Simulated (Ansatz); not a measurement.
**Ir: energy along a strain**

Ir, Fm-3m, a = 3.844 Å. Ansatz: r2SCAN, PAW, 500 eV, Γ-centred 26×26×26 mesh on 1 atom, Gaussian smearing 0.15 eV; no spin polarisation. Cell vectors (Å): 0.000 1.922 1.922; 1.922 0.000 1.922; 1.922 1.922 0.000. The cell is strained by x per cent times the pattern (0 0 1 0 0 0) in the order xx yy zz yz xz xy (engineering shears), with fractional coordinates held. y is the free energy over the start, V0 = 14.203 Å³/atom. Points with a strain past 8.5 % were computed too (3) and aren't used here.

| x (%) | y (meV/atom) |
| --- | --- |
| -7.50 | ? |
| -5.00 | 78.59 |
| -2.50 | 18.71 |
| 0.00 | 0.00 |
| 2.50 | 16.70 |
| 5.00 | 63.16 |
| 7.50 | 134.26 |

Fit y = c2 x² + c3 x³ to the other rows, get the stiffness along the pattern, and predict the missing energy.

Least squares on the rows shown. y = 2.8389 x² − 0.060498 x³. The clamped-ion stiffness p·C·p = 2 × 28.39 eV × 160.2 / 14.203 Å³ = 640 GPa, which is C33 in these axes (C11 of the cubic crystal). At x = -7.50 the fit asked for gives 185.21 meV/atom. The run gave 185.74 meV/atom, so the fit is 0.53 meV/atom too low, 0.29 % of the span of the series, against an rms of 0.13 meV/atom on the fitted rows. The row lies outside the fitted range. With a term in x⁴ added, a fit to the same known rows predicts 186.31 meV/atom, which misses by about as much or more on the other side: the known rows don't fix the higher terms.

Spin–orbit coupling is left out, which can shift energies with elements as heavy as these.

Cost: 10 runs of about 5 core-minutes in all, on Arm Neoverse V1 (shared hosts).

Iridium resists this uniaxial strain strongly, and compression costs more than extension at every matched amplitude: 78.59 against 63.16 meV/atom at 5 per cent. The negative cubic coefficient expresses this ordinary anharmonicity. Shortening the axis raises the kinetic energy and the overlap repulsion between filled shells steeply, while stretching weakens the bonding more gradually. The large curvature fits a late 5d metal whose extended d orbitals overlap strongly, with the bonding part of the band filled and the antibonding part only partly occupied.

With one atom in the primitive cell, homogeneous strain leaves no internal coordinate to relax, so the clamped-ion value of 640 GPa is also the relaxed-ion static C11. It lies somewhat above the measured constant, probably because the functional makes the metal too stiff, with thermal softening adding to the gap when the comparison is with room-temperature data. A single longitudinal pattern doesn't separate the resistance to volume change from that to shape change, so neither the bulk modulus nor the shear anisotropy follows.
